**Problem.** A cubic insulator obeys the Clausius–Mossotti relation

$$Y\equiv\frac{\varepsilon-1}{\varepsilon+2}=\frac{4\pi}{3}\,\frac{\alpha_m(V,T)}{V},$$

where $\varepsilon$ is the static permittivity and $\alpha_m$ the polarisability of one formula unit of volume $V$. (a) Split the temperature coefficient of $\varepsilon$ in the manner of Bosman and Havinga (1963). (b) Solve a rock-salt model with one type of anharmonic bond in closed form. (c) Find its coefficients. (d) Evaluate them for NaCl and KCl at 300 K. (e) Test the general relations on the model. (f) Decide in what sense $\varepsilon^{-1}(\partial\varepsilon/\partial T)_p$ scales with $\varepsilon$. (g) Give the size of what the model omits.

Conventions: atomic units ($e=\hbar=m_e=4\pi\varepsilon_0=1$), $\tau=k_BT$ in hartree, $\alpha_V=(\partial\ln V/\partial T)_p$, $\kappa=-(\partial\ln V/\partial p)_T=1/K$ with $K$ the isothermal bulk modulus. The letter $B$ is reserved for the second Bosman–Havinga term. The symbol $\psi$ is the digamma function, $\psi=\Gamma'/\Gamma$.

## (a) The general decomposition

The logarithmic differential of the left side is

$$d\ln Y=\frac{d\varepsilon}{\varepsilon-1}-\frac{d\varepsilon}{\varepsilon+2}=\frac{3\,d\varepsilon}{(\varepsilon-1)(\varepsilon+2)},$$

and that of the right side is

$$d\ln Y=\left[\left(\frac{\partial\ln\alpha_m}{\partial\ln V}\right)_T-1\right]d\ln V+\left(\frac{\partial\ln\alpha_m}{\partial T}\right)_V dT .$$

At constant pressure $d\ln V=\alpha_V\,dT$, so

$$\frac{(\partial\varepsilon/\partial T)_p}{(\varepsilon-1)(\varepsilon+2)}=A+B+C,$$

$$A=-\frac{\alpha_V}{3},\qquad B=\frac{\alpha_V}{3}\left(\frac{\partial\ln\alpha_m}{\partial\ln V}\right)_T,\qquad C=\frac13\left(\frac{\partial\ln\alpha_m}{\partial T}\right)_V .$$

$A$ is the dilution of the polarisable units, $B$ the change of their polarisability with volume, and $C$ the direct effect of temperature at fixed volume. At constant temperature $d\ln V=-\kappa\,dp$, and the same bracket appears. Eliminating it gives

$$A+B=-\frac{\alpha_V}{\kappa}\,\frac{(\partial\varepsilon/\partial p)_T}{(\varepsilon-1)(\varepsilon+2)},\qquad C=\frac{(\partial\varepsilon/\partial T)_V}{(\varepsilon-1)(\varepsilon+2)} .$$

All three terms therefore follow from the macroscopic quantities $\varepsilon$, $\alpha_V$, $\kappa$ and the two slopes of $\varepsilon$. No microscopic assumption enters, since the first equation can be read as the definition of $\alpha_m$.

## (b) The model and its closed solution

**Definition.** The nearest-neighbour distance is $r$ and $V=2r^3$. An ion pair owns six bonds, as many as it has vibrational degrees of freedom. Each bond is an independent classical coordinate $s$ with Born–Mayer repulsion $\phi(s)=\lambda e^{-s/\rho}$ and mean length $\langle s\rangle=r$. The Coulomb energy is the static Madelung term $-M/r$ with $M=1.7476$. The pair carries a constant electronic polarisability $\alpha_e$, and a relative shift $u$ of the two sublattices produces a dipole $qu$ with a constant effective charge $q$.

**One bond.** A compressive force $f$ holds the mean length at $r$. With $z=f\rho/\tau$ and the substitution $t=(\lambda/\tau)e^{-s/\rho}$,

$$Z=\int_{-\infty}^{\infty}e^{-(\lambda e^{-s/\rho}+fs)/\tau}\,ds=\rho\,\Gamma(z)\left(\frac{\lambda}{\tau}\right)^{-z},$$

which is the bond integral of the Toda chain. From $G=-\tau\ln Z$ and $r=\partial G/\partial f$,

$$r=\rho\left[\ln\frac{\lambda}{\tau}-\psi(z)\right].$$

The bond free energy at fixed mean length, $F_b=G-fr$, has $F_b'=-f$ and

$$k_b\equiv F_b''=-\left(\frac{\partial f}{\partial r}\right)_\tau=\frac{\tau}{\rho^2\psi'(z)} .$$

**Equation of state.** The volume-dependent free energy per pair is $-M/r+6F_b$, and $dV=6r^2dr$, so

$$p=\frac{f}{r^2}-\frac{M}{6r^4}.$$

**Polar stiffness.** A shift $u$ along a cube axis changes two bonds to $r\pm u$ and four to $\sqrt{r^2+u^2}$. The second derivative of the bond free energy at $u=0$ is

$$k=2F_b''+\frac{4F_b'}{r}=2k_b-\frac{4f}{r}.$$

At cubic sites the Coulomb response to the polarisation $P$ is the Lorentz field $E_{\rm loc}=E+4\pi P/3$. Then $ku=qE_{\rm loc}$ and $PV=\alpha_eE_{\rm loc}+qu$, and with $\varepsilon=1+4\pi P/E$ the Clausius–Mossotti form holds exactly, with

$$\alpha_m=\alpha_e+\frac{q^2}{k(r,\tau)},\qquad w\equiv\frac{q^2/k}{\alpha_m}=1-\frac{Y_\infty}{Y},$$

where $Y_\infty=4\pi\alpha_e/3V$ belongs to the optical permittivity $\varepsilon_\infty$ and $w$ is the ionic fraction.

**Bulk modulus.** At $p=0$ one has $f=M/6r^2$, and

$$K=-\frac r3\frac{\partial p}{\partial r}=\frac{k_b-2f/r}{3r}=\frac{k}{6r}.$$

## (c) The coefficients in closed form

Differentiating the equation for $r$ gives $(\partial z/\partial r)_\tau=-1/\rho\psi'$ and $(\partial z/\partial\tau)_r=-1/\tau\psi'$. Hence

$$\left(\frac{\partial f}{\partial\tau}\right)_r=\frac{z-1/\psi'}{\rho},\qquad \left(\frac{\partial k_b}{\partial r}\right)_\tau=\frac{\tau\psi''}{\rho^3\psi'^3},\qquad \left(\frac{\partial k_b}{\partial\tau}\right)_r=\frac{D}{\rho^2},\quad D=\frac{\psi'^2+\psi''}{\psi'^3},$$

$$r\frac{\partial k}{\partial r}=2r\frac{\partial k_b}{\partial r}+4k_b+\frac{4f}{r},\qquad \frac{\partial k}{\partial\tau}=\frac{2D}{\rho^2}-\frac4r\frac{\partial f}{\partial\tau}.$$

The expansion coefficient is an output of the model,

$$\alpha_V=\kappa\left(\frac{\partial p}{\partial T}\right)_V=\frac{k_B}{Kr^2}\left(\frac{\partial f}{\partial \tau}\right)_r .$$

Define two dimensionless numbers,

$$g=-\left(\frac{\partial\ln k}{\partial\ln V}\right)_T=-\frac{r}{3k}\frac{\partial k}{\partial r},\qquad c=-\frac{1}{\alpha_V}\left(\frac{\partial\ln k}{\partial T}\right)_V .$$

Since $d\ln\alpha_m=-w\,d\ln k$,

$$A=-\frac{\alpha_V}{3},\quad B=\frac{\alpha_V}{3}wg,\quad C=\frac{\alpha_V}{3}wc,\qquad \boxed{A+B+C=\frac{\alpha_V}{3}\left[w(g+c)-1\right]}$$

and $(\partial\varepsilon/\partial p)_T=-(\varepsilon-1)(\varepsilon+2)(wg-1)/3K$. For $\alpha_V>0$ the temperature coefficient is positive when the ionic fraction exceeds $w^*=1/(g+c)$. With $q=0$ only $A$ survives and the coefficient is negative.

**Low-temperature limit.** For $z\gg1$, $z-1/\psi'\to\tfrac12-\tfrac1{12z}$ and $D\to\tfrac1{12z}$. To leading order $f=\rho k_b$ and $\partial k_b/\partial r=-k_b/\rho$, so with $x=r/\rho$

$$g\to\frac{x^2-2x-2}{3(x-2)},\qquad \alpha_V\to\frac{3k_B}{\rho rk},\qquad c\to\frac23 .$$

$D$ vanishes at leading order because of a cancellation. To first order in $\tau$, $F_b=\phi+\tfrac\tau2\ln\phi''$ plus a function of $\tau$, so

$$k_b=\phi''+\frac\tau2\left[\frac{\phi''''}{\phi''}-\left(\frac{\phi'''}{\phi''}\right)^2\right].$$

For an exponential both terms in the bracket equal $1/\rho^2$: the quartic stiffening and the cubic softening cancel. What is left of $C$ comes from the four transverse bonds, whose destabilising term $-4f/r$ grows with the thermal force.

## (d) Numbers at 300 K and $p=0$

The inputs are typical room-temperature values. Here $\tau=9.500\times10^{-4}$, one atomic unit of pressure is $29421$ GPa, and $k_B=3.1668\times10^{-6}$ hartree/K.

**Fixing the parameters.** The inputs $r$ and $K$ give $f=M/6r^2$, $k=6rK$ and $k_b=k/2+2f/r$. Dividing $f^2=z^2\tau^2/\rho^2$ by $\tau k_b$ removes $\rho$,

$$z^2\psi'(z)=\frac{f^2}{\tau k_b},$$

which has one root because the left side rises monotonically. Then $\rho=z\tau/f$, $\lambda=\tau e^{x+\psi(z)}$, $\alpha_e=3VY_\infty/4\pi$, $\alpha_m=3VY/4\pi$ and $q^2=k(\alpha_m-\alpha_e)$. Four parameters ($\lambda,\rho,\alpha_e,q$) absorb four inputs, so the inputs themselves are no test of the model. Unrounded values are carried from step to step, and the digits of this table serve only to let the arithmetic be followed.

| atomic units unless stated | NaCl | KCl |
|---|---|---|
| input $r$ (Å), $K$ (GPa) | 2.82, 24.0 | 3.15, 17.4 |
| input $\varepsilon$, $\varepsilon_\infty$ | 5.90, 2.33 | 4.85, 2.17 |
| $r$ | 5.3290 | 5.9526 |
| $V$ | 302.67 | 421.85 |
| $10^4K$ | 8.157 | 5.914 |
| $f$ | 0.010256 | 0.008220 |
| $k$ | 0.02608 | 0.02112 |
| $k_b$ | 0.01689 | 0.01332 |
| $f^2/\tau k_b$ | 6.555 | 5.338 |
| $z$ | 6.028 | 4.804 |
| $\rho$ | 0.5584 | 0.5552 |
| $x$ | 9.544 | 10.722 |
| $\lambda$ | 73.4 | 186 |
| $\alpha_m$ | 44.82 | 56.60 |
| $\alpha_e$ | 22.19 | 28.26 |
| $w$ | 0.5048 | 0.5008 |
| $q$ | 0.768 | 0.774 |
| $\psi'(z)$ | 0.18041 | 0.23133 |
| $\psi''(z)$ | −0.032462 | −0.053282 |
| $z-1/\psi'$ | 0.4851 | 0.4809 |
| $D$ | 0.0147 | 0.0187 |
| $\partial k_b/\partial r$ | −0.03017 | −0.02389 |
| $r\,\partial k/\partial r$ | −0.2463 | −0.2256 |
| $\partial k/\partial\tau$ | −0.5575 | −0.4609 |
| $\alpha_V/k_B$ | 37.50 | 41.33 |
| $(\partial\ln k/\partial\tau)_r$ | −21.4 | −21.8 |

**Results**, converted to kelvin with $k_B$ and to GPa with the input $K$:

| | NaCl | KCl |
|---|---|---|
| $g$ | 3.15 | 3.56 |
| $g$, low-temperature formula | 3.09 | 3.50 |
| $c$ | 0.570 | 0.528 |
| $(\partial\ln\alpha_m/\partial\ln V)_T=wg$ | 1.59 | 1.78 |
| $w^*$ | 0.269 | 0.245 |
| $\alpha_V$ ($10^{-5}$ K$^{-1}$) | 11.9 | 13.1 |
| $A$ ($10^{-5}$ K$^{-1}$) | −3.96 | −4.36 |
| $B$ ($10^{-5}$ K$^{-1}$) | 6.29 | 7.78 |
| $C$ ($10^{-5}$ K$^{-1}$) | 1.14 | 1.15 |
| $A+B$ ($10^{-5}$ K$^{-1}$) | 2.33 | 3.42 |
| $A+B+C$ ($10^{-5}$ K$^{-1}$) | 3.47 | 4.57 |
| $(\partial\varepsilon/\partial T)_p$ ($10^{-3}$ K$^{-1}$) | 1.34 | 1.21 |
| $\varepsilon^{-1}(\partial\varepsilon/\partial T)_p$ ($10^{-4}$ K$^{-1}$) | 2.28 | 2.49 |
| $(\partial\varepsilon/\partial p)_T$ (GPa$^{-1}$) | −0.317 | −0.396 |

The products $(\varepsilon-1)(\varepsilon+2)$ are $38.71$ and $26.37$. In both salts $w$ is about twice $w^*$, and $B$ alone outweighs $A$ because $wg>1$: expansion softens the short-range spring faster than it dilutes the dipoles. The same inequality makes $(\partial\varepsilon/\partial p)_T$ negative. Three figures are properties of the model with the stated inputs; part (g) shows how far they carry over to a crystal.

## (e) Test of the general relations

The model can be solved at any state point without the decomposition. For given $(T,p)$, insert $f=pr^2+M/6r^2$ into $z$, solve $r=\rho[\ln(\lambda/\tau)-\psi(z)]$ for $r$, form $k$, $\alpha_m$ and $Y$, and take $\varepsilon=(1+2Y)/(1-Y)$. With the parameters of (d) this yields:

| | NaCl | KCl |
|---|---|---|
| $\varepsilon(310\text{ K})-\varepsilon(290\text{ K})$ at $p=0$ | 0.0269 | 0.0241 |
| $\varepsilon(+0.01\text{ GPa})-\varepsilon(-0.01\text{ GPa})$ at 300 K | −0.00633 | −0.00791 |
| $\alpha_V/\kappa$ ($10^{-3}$ GPa K$^{-1}$) | 2.85 | 2.28 |

The unrounded first row, divided by 20 K and by $(\varepsilon-1)(\varepsilon+2)$, returns $3.47$ and $4.57\times10^{-5}$ K$^{-1}$, the values of $A+B+C$. The second row, divided by 0.02 GPa and by $(\varepsilon-1)(\varepsilon+2)$ and multiplied by $-\alpha_V/\kappa$, returns $2.33$ and $3.42\times10^{-5}$ K$^{-1}$, the values of $A+B$. The remainder is $C$, as found in (c) from the fixed-volume derivative of $k$. Both relations of (a) thus hold in the model, as they must for any $\alpha_m(V,T)$.

## (f) Scaling with $\varepsilon$

Dividing the result of (a) by $\varepsilon$ gives the exact statement

$$\frac1\varepsilon\left(\frac{\partial\varepsilon}{\partial T}\right)_p=\left(\varepsilon+1-\frac2\varepsilon\right)(A+B+C).$$

Proportionality to $\varepsilon$ requires two conditions.

1. The prefactor must be close to $\varepsilon$. Its ratio to $\varepsilon$ is $1+1/\varepsilon-2/\varepsilon^2$, which equals $1.112$ for NaCl, $1.121$ for KCl and $1.0098$ at $\varepsilon=100$. The prefactors of the two salts are $6.56$ and $5.44$.
2. The sum $A+B+C$ must be the same for the crystals compared. Nothing in (a) enforces this, and the boxed formula shows that the sum depends on $\alpha_V$, $w$, $g$ and $c$ and changes sign at $w=w^*$.

The two model salts meet the first condition to about a tenth and fail the second. Going from NaCl to KCl, $\varepsilon$ changes by a factor $0.82$ and the prefactor by $0.83$, while $A+B+C$ changes by $1.32$. The temperature coefficient therefore rises by a factor $1.09$ while $\varepsilon$ falls. The correct reading is that the local field amplifies a relative change of $\alpha_m/V$ by $(\varepsilon-1)(\varepsilon+2)/3\varepsilon$, which tends to $\varepsilon/3$ for $\varepsilon\gg1$. The coefficient is proportional to $\varepsilon$ only at large $\varepsilon$ and at fixed $A+B+C$, and its sign is always that of $A+B+C$.

## (g) Size of the omitted terms

**Incomplete anharmonic cancellation.** The quartic term of the two longitudinal bonds alone shifts $k$ by $+\tau/\rho^2$ and would contribute $-wk_B/3k\rho^2$ to $C$, that is $-6.6\times10^{-5}$ K$^{-1}$ for NaCl and $-8.1\times10^{-5}$ K$^{-1}$ for KCl. The cubic term contributes the same amount with a positive sign. Each is larger in magnitude than $A+B+C$. The cancellation is exact at first order for independent exponential bonds, but in a lattice the bonds share ions and also fluctuate sideways, so it need not be complete. An uncancelled fraction of $0.53$ (NaCl) or $0.56$ (KCl) of the quartic term would bring the total to zero. The model value of $C$ is therefore not a prediction for the crystals; for them $C$ is to be taken from the macroscopic slopes as in (a).

**Volume dependence of $q$ and $\alpha_e$.** If these vary,

$$\left(\frac{\partial\ln\alpha_m}{\partial\ln V}\right)_T=wg+2w\frac{d\ln q}{d\ln V}+(1-w)\frac{d\ln\alpha_e}{d\ln V}.$$

A unit value of $d\ln q/d\ln V$ adds $4.0$ (NaCl) or $4.4$ (KCl) to $B$, and a unit value of $d\ln\alpha_e/d\ln V$ adds $2.0$ or $2.2$, all in $10^{-5}$ K$^{-1}$. Slopes of a few tenths already alter the first figure of $A+B$.

**Quantum statistics.** The thermal force follows the heat capacity of the modes, which for a mode of frequency $\omega$ lies below $k_B$ by the fraction $(\hbar\omega/\tau)^2/12$ at leading order. With $\omega^2=k/\mu$ as a representative frequency and approximate atomic masses of 22.99 u (Na), 39.10 u (K) and 35.45 u (Cl), this fraction is $0.09$ for NaCl and $0.06$ for KCl. It lowers $\alpha_V$, and with it $A$ and $B$ together, without changing the sign of $A+B$.

The decomposition of (a) and the amplification factor of (f) are untouched by these omissions. For the crystals the model supports the mechanism, $B>|A|$ through the softening of the short-range repulsion, and a coefficient $\varepsilon^{-1}(\partial\varepsilon/\partial T)_p$ of the order of $10^{-4}$ K$^{-1}$; its positive sign is secured as long as the anharmonic cancellation fails by less than about one half and $q$ and $\alpha_e$ vary slowly with volume.